**Atomization energy of BF₃ in cc-pVDZ: seventeen levels of theory against the measured value**

The table holds the computed minus measured atomization energy of BF₃ and rough wall times for Hartree–Fock, MP2, CISD, coupled-cluster levels up to CCSDT(Q), eight density functionals and RPA, from Ansatz 0.2.0 in cc-pVDZ with frozen cores and no relativity. The program fits nothing: it works out the steps between levels, splits the correlation contribution into molecule and implied atoms, and makes one rough estimate of the atomic spin-orbit lowering. The output shows that levels from CCSD(T) upward agree within 2.8 kJ/mol yet miss by about −170, that MP2 and CISD owe their positions to opposite imbalances between molecule and atoms, and that the functionals are not ordered by rung. No row comes within 1 kcal/mol of the measured value, and the spin-orbit estimate of about 5 kJ/mol exceeds the spread among the highest levels.

Atomization energy of BF₃ (neutral singlet), computed with Ansatz 0.2.0 at the listed levels in the cc-pVDZ basis, at the MP2(full)/6-31G* geometry. The 1s cores are left uncorrelated, and relativity is not included.

## Numerical check

```python
# Table: BF3 atomization energy, computed minus measured (kJ/mol), Ansatz 0.2.0, cc-pVDZ,
# frozen core, no relativity, 17 levels, rough times. Tested: steps between levels, their split
# into molecule and atoms, and their size against spin-orbit coupling and 1 kcal/mol.
T = {
    'row_level': ['RHF', 'RMP2', 'CISD', 'RCCSD', 'RCCSD(T)', 'BCCD(T)', 'RCCSDT', 'RCCSDT(Q)', 'PBE', 'r2SCAN', 'B97M-V', 'PBE0', 'B3LYP', 'wB97X-V', 'wB97M-V', 'B2PLYP', 'RPA-PBE'],
    'row_miss': [-536.9, -64.0, -337.7, -192.2, -172.5, -171.4, -173.0, -170.2, 33.1, -28.1, -58.9, -55.9, -53.7, -49.9, -22.4, -77.0, -337.3],  # kJ/mol
    'cost': [0.3, None, 7, None, 0.9, 1, None, 3, 0.5, 1, 2, 0.5, 0.5, 2, 2, 0.9, 0.8],  # s
}
import numpy as np
from scipy import constants as C
lev = T["row_level"]
m = dict(zip(lev, T["row_miss"]))
t = dict(zip(lev, T["cost"]))
D0 = 1967.2  # measured atomization energy from the notes, kJ/mol
eV = C.e * C.N_A / 1000
kcal = C.calorie
print("Energies in kJ/mol; rounding 0.05 per row, 0.1 per difference; measured D = %.1f, per bond %.1f" % (D0, D0 / 3))
print("level       D calc    miss  miss %  per bond  vs CCSDT(Q)  time s")
for k in lev:
    ts = "-" if t[k] is None else "%g" % t[k]
    print("%-10s %7.1f %7.1f %6.1f %8.1f %10.1f %8s" % (k, D0 + m[k], m[k], 100 * m[k] / D0, m[k] / 3, m[k] - m["RCCSDT(Q)"], ts))
def step(a, b):
    return "%s->%s %+.1f" % (a, b, m[b] - m[a])
print("Steps:", step("RHF", "RCCSD"), "|", step("RCCSD", "RCCSD(T)"), "|", step("RHF", "RCCSD(T)"))
print("Steps:", step("RCCSD(T)", "RCCSDT"), "|", step("RCCSDT", "RCCSDT(Q)"), "|", step("RCCSD(T)", "BCCD(T)"))
print("Steps:", step("PBE", "PBE0"), "|", step("PBE", "r2SCAN"), "|", step("B3LYP", "B2PLYP"), "|", step("PBE", "RPA-PBE"))
print("Steps:", step("B97M-V", "wB97M-V"), "|", step("wB97X-V", "wB97M-V"), "|", step("RCCSD", "CISD"))
# molecular correlation energies (eV), typed from further outputs of the same runs
Em = {"RMP2": -4.82368 - 12.54819, "CISD": -8810.50295 + 8794.73321, "RCCSD": -17.53109,
      "RCCSD(T)": -17.53109 - 0.29895, "BCCD(T)": -17.48935 - 0.34889,
      "RCCSDT": -17.84101, "RCCSDT(Q)": -17.84101 - 0.037608}
Em = {k: v * eV for k, v in Em.items()}
Ea = {k: m[k] - m["RHF"] + Em[k] for k in Em}
print("Correlation energy: molecule, implied atoms (one atomic reference), binding gain, % of CCSDT(Q) mol / atoms")
for k in Em:
    print("%-10s %8.1f %8.1f %7.1f %7.1f %6.1f" % (k, Em[k], Ea[k], m[k] - m["RHF"], 100 * Em[k] / Em["RCCSDT(Q)"], 100 * Ea[k] / Ea["RCCSDT(Q)"]))
def split(a, b):
    print("%s above %s: molecule %.1f, atoms %.1f, extra binding of %s %+.1f" % (a, b, Em[a] - Em[b], Ea[a] - Ea[b], a, m[a] - m[b]))
for a, b in [("RMP2", "RCCSD(T)"), ("CISD", "RCCSD"), ("RCCSD", "RCCSD(T)"), ("RCCSD(T)", "RCCSDT"), ("RCCSDT", "RCCSDT(Q)")]:
    split(a, b)
print("CISD share of CCSD correlation: molecule %.1f %%, atoms %.1f %%" % (100 * Em["CISD"] / Em["RCCSD"], 100 * Ea["CISD"] / Ea["RCCSD"]))
top = [m[k] for k in ("RCCSD(T)", "BCCD(T)", "RCCSDT", "RCCSDT(Q)")]
spread = max(top) - min(top)
q = abs(m["RCCSDT(Q)"])
print("Spread CCSD(T) to CCSDT(Q) %.1f; CCSDT(Q) miss is %.0f x that, %.1f x the (T) step; RHF gap closed %.0f %%"
      % (spread, q / spread, q / (m["RCCSD(T)"] - m["RCCSD"]), 100 * (1 - m["RCCSDT(Q)"] / m["RHF"])))
so = 3 * (400 / 3) * C.h * C.c * 100 * C.N_A / 1000  # F 2P splitting about 400 cm-1, rough recalled; B neglected
print("Atomic spin-orbit lowering of 3 F, rough estimate: %.0f (would make misses more negative)" % so)
print("PBE->PBE0 step divided by 1/4 exact exchange: %.0f less binding than PBE exchange" % (4 * (m["PBE"] - m["PBE0"])))
mid = [m[k] for k in ("r2SCAN", "B97M-V", "PBE0", "B3LYP", "wB97X-V", "wB97M-V")]
print("Six meta-GGA and hybrid rows: %.1f to %.1f, mean %.1f" % (min(mid), max(mid), np.mean(mid)))
order = sorted(lev, key=lambda k: abs(m[k]))
print("Closest:", ", ".join(order[:3]), "| worst:", ", ".join(order[-3:]), "| best miss is %.1f x 1 kcal/mol" % (abs(m[order[0]]) / kcal))
print("Rows within %.1f / 30 / 60 / 100 kJ/mol: %s of %d" % (kcal, " / ".join(str(sum(abs(v) < x for v in m.values())) for x in (kcal, 30, 60, 100)), len(lev)))
r = C.R * 1000 * np.log(10) / 1000
print("At 1000 K a factor 10 in K is %.1f; per-bond miss in powers of ten: CCSDT(Q) %.1f, wB97M-V %.1f, PBE %.1f"
      % (r, q / 3 / r, abs(m["wB97M-V"]) / 3 / r, abs(m["PBE"]) / 3 / r))
tt = {k: v for k, v in t.items() if v is not None}
print("Times %g to %g s in %d rows; CISD / CCSDT(Q) time ratio %.1f" % (min(tt.values()), max(tt.values()), len(tt), tt["CISD"] / tt["RCCSDT(Q)"]))
assert spread < so < q / 10
assert [k for k in lev if m[k] > 0] == ["PBE"]
assert Em["CISD"] / Em["RCCSD"] < Ea["CISD"] / Ea["RCCSD"] < 1
assert 0 < Em["RMP2"] - Em["RCCSD(T)"] < Ea["RMP2"] - Ea["RCCSD(T)"]
```

Running it gives:

```
Energies in kJ/mol; rounding 0.05 per row, 0.1 per difference; measured D = 1967.2, per bond 655.7
level       D calc    miss  miss %  per bond  vs CCSDT(Q)  time s
RHF         1430.3  -536.9  -27.3   -179.0     -366.7      0.3
RMP2        1903.2   -64.0   -3.3    -21.3      106.2        -
CISD        1629.5  -337.7  -17.2   -112.6     -167.5        7
RCCSD       1775.0  -192.2   -9.8    -64.1      -22.0        -
RCCSD(T)    1794.7  -172.5   -8.8    -57.5       -2.3      0.9
BCCD(T)     1795.8  -171.4   -8.7    -57.1       -1.2        1
RCCSDT      1794.2  -173.0   -8.8    -57.7       -2.8        -
RCCSDT(Q)   1797.0  -170.2   -8.7    -56.7        0.0        3
PBE         2000.3    33.1    1.7     11.0      203.3      0.5
r2SCAN      1939.1   -28.1   -1.4     -9.4      142.1        1
B97M-V      1908.3   -58.9   -3.0    -19.6      111.3        2
PBE0        1911.3   -55.9   -2.8    -18.6      114.3      0.5
B3LYP       1913.5   -53.7   -2.7    -17.9      116.5      0.5
wB97X-V     1917.3   -49.9   -2.5    -16.6      120.3        2
wB97M-V     1944.8   -22.4   -1.1     -7.5      147.8        2
B2PLYP      1890.2   -77.0   -3.9    -25.7       93.2      0.9
RPA-PBE     1629.9  -337.3  -17.1   -112.4     -167.1      0.8
Steps: RHF->RCCSD +344.7 | RCCSD->RCCSD(T) +19.7 | RHF->RCCSD(T) +364.4
Steps: RCCSD(T)->RCCSDT -0.5 | RCCSDT->RCCSDT(Q) +2.8 | RCCSD(T)->BCCD(T) +1.1
Steps: PBE->PBE0 -89.0 | PBE->r2SCAN -61.2 | B3LYP->B2PLYP -23.3 | PBE->RPA-PBE -370.4
Steps: B97M-V->wB97M-V +36.5 | wB97X-V->wB97M-V +27.5 | RCCSD->CISD -145.5
Correlation energy: molecule, implied atoms (one atomic reference), binding gain, % of CCSDT(Q) mol / atoms
RMP2        -1676.1  -1203.2   472.9    97.2   88.6
CISD        -1521.5  -1322.3   199.2    88.2   97.4
RCCSD       -1691.5  -1346.8   344.7    98.1   99.2
RCCSD(T)    -1720.3  -1355.9   364.4    99.7   99.8
BCCD(T)     -1721.1  -1355.6   365.5    99.8   99.8
RCCSDT      -1721.4  -1357.5   363.9    99.8   99.9
RCCSDT(Q)   -1725.0  -1358.3   366.7   100.0  100.0
RMP2 above RCCSD(T): molecule 44.2, atoms 152.7, extra binding of RMP2 +108.5
CISD above RCCSD: molecule 169.9, atoms 24.4, extra binding of CISD -145.5
RCCSD above RCCSD(T): molecule 28.8, atoms 9.1, extra binding of RCCSD -19.7
RCCSD(T) above RCCSDT: molecule 1.1, atoms 1.6, extra binding of RCCSD(T) +0.5
RCCSDT above RCCSDT(Q): molecule 3.6, atoms 0.8, extra binding of RCCSDT -2.8
CISD share of CCSD correlation: molecule 90.0 %, atoms 98.2 %
Spread CCSD(T) to CCSDT(Q) 2.8; CCSDT(Q) miss is 61 x that, 8.6 x the (T) step; RHF gap closed 68 %
Atomic spin-orbit lowering of 3 F, rough estimate: 5 (would make misses more negative)
PBE->PBE0 step divided by 1/4 exact exchange: 356 less binding than PBE exchange
Six meta-GGA and hybrid rows: -58.9 to -22.4, mean -44.8
Closest: wB97M-V, r2SCAN, PBE | worst: RPA-PBE, CISD, RHF | best miss is 5.4 x 1 kcal/mol
Rows within 4.2 / 30 / 60 / 100 kJ/mol: 0 / 2 / 7 / 9 of 17
At 1000 K a factor 10 in K is 19.1; per-bond miss in powers of ten: CCSDT(Q) 3.0, wB97M-V 0.4, PBE 0.6
Times 0.3 to 7 s in 14 rows; CISD / CCSDT(Q) time ratio 2.3
```
